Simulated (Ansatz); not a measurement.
## MnS: energy against the spiral's wave vector, calculated with Ansatz

Space group F-43m (No. 216), 2 atoms in the cell of the first input below: a = 3.960 Å, b = 3.960 Å, c = 3.960 Å, α = 60.00°, β = 60.00°, γ = 60.00°.

The structure is a measured one, not always of the ambient phase, taken without relaxation (pressure -5.7 GPa with this functional, without spin–orbit coupling). Functional: LDA.

Each state is solved self-consistently from atoms in the crystal's own cell, by the generalised Bloch theorem and without spin–orbit coupling. One of the inputs (q = (-0.500, -0.500, 0.000)); the others differ in the wave vector alone:

```yaml
crystal:
  lattice:
    - [0.0, 2.8, 2.8]
    - [2.8, 0.0, 2.8]
    - [2.8, 2.8, 0.0]
  atoms:
    - { symbol: Mn, position: [0.0, 0.0, 0.0], spin: 4.45, spin_axis: [1.0, 0.0, 0.0] }
    - { symbol: S, position: [0.75, 0.75, 0.75] }
basis:
  ecutwfc: 420
  ecutrho_ratio: 4
kpoints:
  mp_grid: { grid: [10, 10, 10] }
hamiltonian:
  xc: lda
scf:
  occupations: { method: gaussian, width: 0.05 }
output:
  forces: true
  stress: false
  eigenvalues: true
  populations: true
magnetization:
  noncollinear: true
  spin_orbit: false
  spin_spiral: { q: [-0.5, -0.5, 0.0] }
```

```bash
ansatz run input.yaml --threads 4 --pin off --max-ram 9216MiB --backend cpu --events-out ev --progress --plain --runs-dir out
```

Time: 67 s on 4 threads of Arm Neoverse N1 (shared host), peak memory 0.72 GiB.

Problem. Rank these by energy, lowest first (extrapolated to zero smearing, counted from the spiral at q = 0, meV per cell).
A. q = (0.000, 0.000, 0.000)
B. q = (-0.375, -0.375, 0.250)
C. q = (-0.188, -0.188, 0.125)
D. q = (-0.375, -0.375, 0.000)
E. q = (-0.188, 0.000, 0.188)
F. q = (-0.125, -0.125, 0.000)
G. q = (-0.500, -0.500, 0.000)
H. q = (-0.250, -0.250, 0.000)

Solution. G (-317.97), B (-316.83), D (-276.74), C (-180.49), E (-176.44), H (-168.08), F (-46.51), A (0.00).

```csv
order,meV per cell,"largest spin moment, Gaussian weights (μB)"
"q = (0.000, 0.000, 0.000)",0.00,3.96
"q = (-0.500, -0.500, 0.000)",-317.97,3.77
"q = (-0.375, -0.375, 0.250)",-316.83,3.77
"q = (-0.250, -0.250, 0.000)",-168.08,3.89
"q = (-0.188, -0.188, 0.125)",-180.49,3.88
"q = (-0.188, 0.000, 0.188)",-176.44,3.88
"q = (-0.125, -0.125, 0.000)",-46.51,3.96
"q = (-0.375, -0.375, 0.000)",-276.74,3.81
```

The spin moment changes by 5 % over these states. Differences under a few meV may lie within the mesh error, so those places of the ranking aren't settled.

Caveats: each run may end in a state that is not the lowest; only the orders listed are compared, and the order found in nature may be another, or none; the ferromagnetic state is metallic at this level, and the k-mesh was not tested; without a Hubbard U the functional can make an insulator metallic, should this be one.

The energies point to strong antiferromagnetic coupling between Mn neighbours: every spiral lies below the ferromagnet, and the collinear order at the X point, q = (-0.500, -0.500, 0.000), reaches -317.97 meV per cell. The whole sequence, apart from the near tie at the bottom, follows what a nearest-neighbour Heisenberg model gives on the fcc Mn lattice. The likely mechanism is superexchange through S 3p: in half-filled Mn d⁵ shells, virtual hopping is allowed between antiparallel spins but blocked between parallel ones. The modest change in moment fits largely local spins, with slightly more covalent mixing in the antiferromagnetic states. LDA probably exaggerates the energy scale, since too small a splitting between occupied and empty d states strengthens superexchange.

The fcc lattice is frustrated, and with nearest-neighbour coupling alone the X-point order is degenerate with the type-III order at W, the one known for zinc-blende MnS. Weaker, more distant couplings must decide between them, and the wave vectors computed here don't test that choice.
